# Tunnelling parameters from a BK7 capacitance thermometer at 1 kHz

## Data

The capacitor is filled with BK7 glass and driven weakly at $f=1$ kHz, $\omega=2\pi f$. The values below were made for the exercise from the standard tunnelling model and rounded as bridge data are. Here $y=[\mathcal C(T)-\mathcal C(4\,\mathrm{mK})]/\mathcal C$ is the relative change of capacitance.

| $T$ (mK) | $y$ (ppm) | $\tan\delta$ ($10^{-6}$) |
|---|---|---|
| 4 | 0 | 1 |
| 8 | $-856$ | 11 |
| 500 | $-2035$ | 940 |
| 1000 | $-1628$ | 959 |

The capacitance has its minimum at $80\pm3$ mK. Uncertainties: $\pm2$ ppm in $y$, $\pm1\times10^{-6}$ in $\tan\delta$, 1 % in each temperature, all independent. Wanted: the tunnelling strength $C$, the relaxation constant $A$, and what they fix microscopically.

## Model

**Two-level systems** (Anderson, Halperin and Varma 1972; Phillips 1972). $H=\tfrac12(\Delta\sigma_z+\Delta_0\sigma_x)$, $E=\sqrt{\Delta^2+\Delta_0^2}$, number density $\bar P\,d\Delta\,d\Delta_0/\Delta_0$ with $\Delta\ge0$. A field $F$ shifts $\Delta$ by $2pF\cos\theta$, a strain $e$ by $2\gamma e$. The dipole $p$ includes the local-field factor, and $\langle\cos^2\theta\rangle=1/3$. With $u=\Delta_0/E$ the density is $\bar P\,dE\,du/(u\sqrt{1-u^2})$. The lower cut-off of $u$ is taken to zero.

**One-phonon relaxation.** With $x=E/2k_BT$,
$$\tau=\frac{\tau_{\min}}{u^2},\quad \tau_{\min}^{-1}=AT^3x^3\coth x,\quad A=\frac{(2k_B)^3S}{2\pi\rho\hbar^4},\quad S=\frac{\gamma_l^2}{v_l^5}+\frac{2\gamma_t^2}{v_t^5}.$$
Define $T^*=(\omega/A)^{1/3}$ and $\Omega=(T^*/T)^3$, so $a\equiv\omega\tau_{\min}=\Omega\tanh x/x^3$.

**Polarisability.** Differentiate the thermal dipole $p\cos\theta\,(\Delta/E)\tanh x$ with respect to $F$. The population term lags by the Debye factor (fields $\propto e^{-i\omega t}$):
$$\alpha=2p^2\cos^2\theta\left[\frac{u^2}{E}\tanh x+\frac{1-u^2}{2k_BT\cosh^2x}\,\frac1{1-i\omega\tau}\right].$$
The first term is static because $hf/k_B=48$ nK $\ll T$.

**Sum over the distribution.** In the first term $\int_0^1u\,du/\sqrt{1-u^2}=1$ and $\int_0^{E_{\max}}\tanh x\,dE/E=-\ln T+\text{const}$ for $k_BT\ll E_{\max}$. In the second put $s=u^2$. Then
$$\frac{\delta\varepsilon}{\varepsilon}=-2C\ln\frac{T}{T_0}+C\,G(\Omega),\qquad C=\frac{\bar Pp^2}{3\varepsilon_0\varepsilon_r},\qquad\tan\delta=C\,\mathrm{Im}\,G,$$
$$G=\int_0^\infty\frac{\Phi(a)\,dx}{\cosh^2x},\qquad\Phi=\int_0^1\frac{\sqrt{1-s}\,ds}{s-ia}=b\ln\frac{b+1}{b-1}-2,\quad b=\sqrt{1-ia}.$$

**Low temperature, $\Omega\gg1$.** $\mathrm{Im}\,\Phi\to2/(3a)$ and $\int_0^\infty x^3dx/(\sinh x\cosh x)=\pi^4/64$ give
$$\tan\delta=\frac{\pi^4}{96}\frac{C}{\Omega}=1.015\,C\,\frac{AT^3}{\omega}.$$
Expanding $1/(s^2+a^2)$ gives alternating bounds: the true loss lies below this form by at most the fraction $214/\Omega^2$, and $0<\mathrm{Re}\,G<2\pi^6/(315\,\Omega^2)=6.10/\Omega^2$.

**High temperature, $\Omega\ll1$.** For small $a$, $\Phi\to-\ln a+2\ln2-2+i\pi/2$. The averages over $\cosh^{-2}x$ are $\langle\ln\tanh x\rangle=-1$ and $\langle\ln x\rangle=\ln(\pi/4)-\gamma_E$, with $\gamma_E$ Euler's constant. Systems with $x\lesssim\sqrt\Omega$ have $a\approx\Omega/x^2\gtrsim1$ and stay slow. Integrating the departure of $\Phi(\Omega/x^2)$ from its small-$a$ form over $x$ gives $(\pi^2/2)e^{-i\pi/4}\sqrt\Omega$. Hence
$$\mathrm{Re}\,G=-\ln\Omega-2.070+3.489\sqrt\Omega,\qquad \tan\delta=\frac{\pi C}{2}\left(1-2.221\sqrt\Omega\right),$$
where $-2.070=2\ln2-1+3\ln(\pi/4)-3\gamma_E$, $3.489=\pi^2/(2\sqrt2)$ and $2.221=\pi/\sqrt2$. The next terms are of order $\Omega$ (real part) and $\Omega\ln\Omega$ (loss).

**Summary.** The loss rises as $T^3/\omega$ to a plateau $\pi C/2$. The slope $d(\delta\varepsilon'/\varepsilon)/d\ln T$ goes from $-2C$ to $-2C+3C=+C$. It vanishes where $d\,\mathrm{Re}\,G/d\ln\Omega=-2/3$, numerically at $T_{\min}=2.6\,T^*\propto\omega^{1/3}$.

**Acoustic case.** The elastic modulus $\rho v^2$ shifts with the opposite sign, and $v$ goes as its square root. With $C_a=\bar P\gamma^2/\rho v^2$: $Q^{-1}=C_a\,\mathrm{Im}\,G$ and $\delta v/v=C_a\ln(T/T_0)-\tfrac12C_a\,\mathrm{Re}\,G$. The slopes are $+C_a$ below and $-C_a/2$ above a maximum at the same $2.6\,T^*$.

## Inversion

For a filled capacitor, $y(T)=C[-2\ln(T/4\,\mathrm{mK})+\mathrm{Re}\,G(T)-\mathrm{Re}\,G(4\,\mathrm{mK})]$, and $T_0$ drops out.

**Step 1, $C$.** Neglect $\mathrm{Re}\,G$ at 4 and 8 mK (tested below):
$$C=\frac{856\ \mathrm{ppm}}{2\ln2}=617.5\ \mathrm{ppm}.$$
The fourth figure is a guard digit.

**Step 2, $A$.** At 1 K, $\mathrm{Re}\,G=-1628/617.5+2\ln250=8.406$. With $\ell=-\ln\Omega$,
$$\ell+3.489\,e^{-\ell/2}=10.476\ \Rightarrow\ \ell=10.457,\quad\sqrt\Omega=0.00536,$$
$$T^*=e^{-\ell/3}\ \mathrm{K}=30.6\ \mathrm{mK},\qquad A=\omega e^{\ell}\ \mathrm{K^{-3}}=2.19\times10^8\ \mathrm{s^{-1}K^{-3}}.$$
The $\sqrt\Omega$ term is 0.019 here, so dropping it would raise $A$ by 2 %.

**Step 3, unused data.** These test the internal consistency of the inversion only, since the data came from the model.

- 8 mK: $\Omega=56$. The neglected $C\,\mathrm{Re}\,G$ is below 1.2 ppm, inside the uncertainty of $y$. The $T^3$ law gives $\tan\delta=11\times10^{-6}$, high by at most 7 % (table: 11).
- 500 mK: $\sqrt\Omega=0.01516$ and $y=-2035$ ppm (table: $-2035$). The dropped order-$\Omega$ term is 0.2 ppm in size.
- Plateau: $\pi C/2=970\times10^{-6}$ lies above the 1 K loss. Inverting that loss with the $\sqrt\Omega$ factor gives a second value, $C=618$ ppm. With it the two-term loss at 500 mK is $938\times10^{-6}$, and the full integral adds $1.5\times10^{-6}$ (table: 940).
- Minimum: $2.6\times30.6=80$ mK.

The chord slope between 0.5 and 1 K is $(2035-1628)/\ln2=587$ ppm, 5 % below $C$. The slope ratio is thus $-2.10:1$, and $-2:1$ is reached only asymptotically. Above roughly 1 K further relaxation channels open, so the window cannot simply be moved up.

**Step 4, microscopic combinations.** Approximate inputs for BK7: $\varepsilon_r\approx7$, $\rho\approx2.5$ g cm$^{-3}$, $v_l\approx6.0$ km s$^{-1}$, $v_t\approx3.7$ km s$^{-1}$.
$$\bar Pp^2=3\varepsilon_0\varepsilon_rC\approx1.1\times10^{-13}\ \mathrm{C^2J^{-1}m^{-1}},\qquad S=\frac{2\pi\rho\hbar^4A}{(2k_B)^3}\approx2.0\times10^{-56}\ \mathrm{J^2s^5m^{-5}}.$$

## Uniqueness

- $\mathrm{Re}\,\Phi=\int_0^1\sqrt{1-s}\,s\,ds/(s^2+a^2)$ falls strictly with $a$, so $\mathrm{Re}\,G$ fixes $\Omega$. Within the model $C$ and $A$ are unique.
- $\bar P$ and $p$ are not separable: $p=1$ D needs $\bar P\approx9.9\times10^{45}$ J$^{-1}$m$^{-3}$, $p=3$ D needs $1.1\times10^{45}$ J$^{-1}$m$^{-3}$.
- $S$ is one equation for two couplings. Setting $\gamma_l=0$ bounds $\gamma_t\le0.52$ eV. Assuming $\gamma_l/v_l=\gamma_t/v_t$ gives $S=\gamma_t^2v_t^{-5}[2+(v_t/v_l)^3]$ and $\gamma_t\approx0.49$ eV. As $\gamma_t\propto v_t^{5/2}$ at fixed $S$ and $v_t/v_l$, the sound velocity limits these figures.
- A constant, lossless stray capacitance in parallel multiplies $y$ and $\tan\delta$ by one filling factor $\phi<1$. The data then give $\phi C$. $A$ is unaffected, as it depends on ratios only.
- As a thermometer $\mathcal C(T)$ is two-valued and loses all sensitivity at $T_{\min}$. Since $\mathrm{Im}\,\Phi$ also falls with $a$, the loss rises steadily with $T$ and selects the branch. On the cold branch 2 ppm corresponds to $2/(2\times617.5)=0.16$ % in $T$.

## Propagation of errors

Label $T_1=4$ mK, $T_2=8$ mK, $T_4=1$ K. Then $C=-y_2/[2\ln(T_2/T_1)]$ and, up to the small $\sqrt\Omega$ term,
$$\ln A=y_4/C+2\ln(T_4/T_1)-3\ln T_4+\text{const}.$$

- $C$: 0.23 % from $y_2$, and $\sqrt2\times1\,\%/\ln2=2.04$ % from thermometry, so $C=617\pm13$ ppm.
- $A$: the derivatives $\partial\ln A/\partial\ln T_i$ are $+1.80$, $-3.80$, $-1$ for $T_1,T_2,T_4$, giving 4.3 % in quadrature. The errors in $y_2$ and $y_4$ give 0.7 %. The total is 4.4 %, so $A=(2.19\pm0.10)\times10^8$ s$^{-1}$K$^{-3}$, with 1.5 % in $T^*$ and 2.2 % in $\gamma_t$.
- The derivatives sum to $-3$. A common 1 % scale error in $T$ leaves $C$ unchanged and moves $A$ by 3 %.
- The large coefficients enter through $C$. The $T_2$ coefficient has magnitude $|y_4|/(C\ln2)=3.80$, the factor $1/\ln2=1.44$ from the short lever arm of the cold slope times $|y_4|/C=2.64$. The $T_1$ coefficient is this magnitude less 2. Taking $C$ from the 1 K loss (0.1 %) leaves derivatives $-2$ and $-1$, and thermometry then costs 2.2 % in $A$. The price is exposure to any background loss of leads and bridge, which adds directly to $\tan\delta$.

## Limits for real sensors

Real BK7 and SiO$_x$ capacitors at audio frequencies depart from this model. The slope ratio tends to lie nearer $-1:1$ than $-2:1$, so the model overstates its magnitude by up to a factor of about two. The loss below the plateau falls much more slowly than $T^3$, so the model underestimates it by a large factor at the lowest temperatures. The cold-branch slope depends on drive amplitude and can flatten at millikelvin temperatures. On real data the slope and plateau values of $C$ can then disagree, Step 2 inherits that ambiguity, and the sensor needs an empirical calibration at fixed frequency and voltage.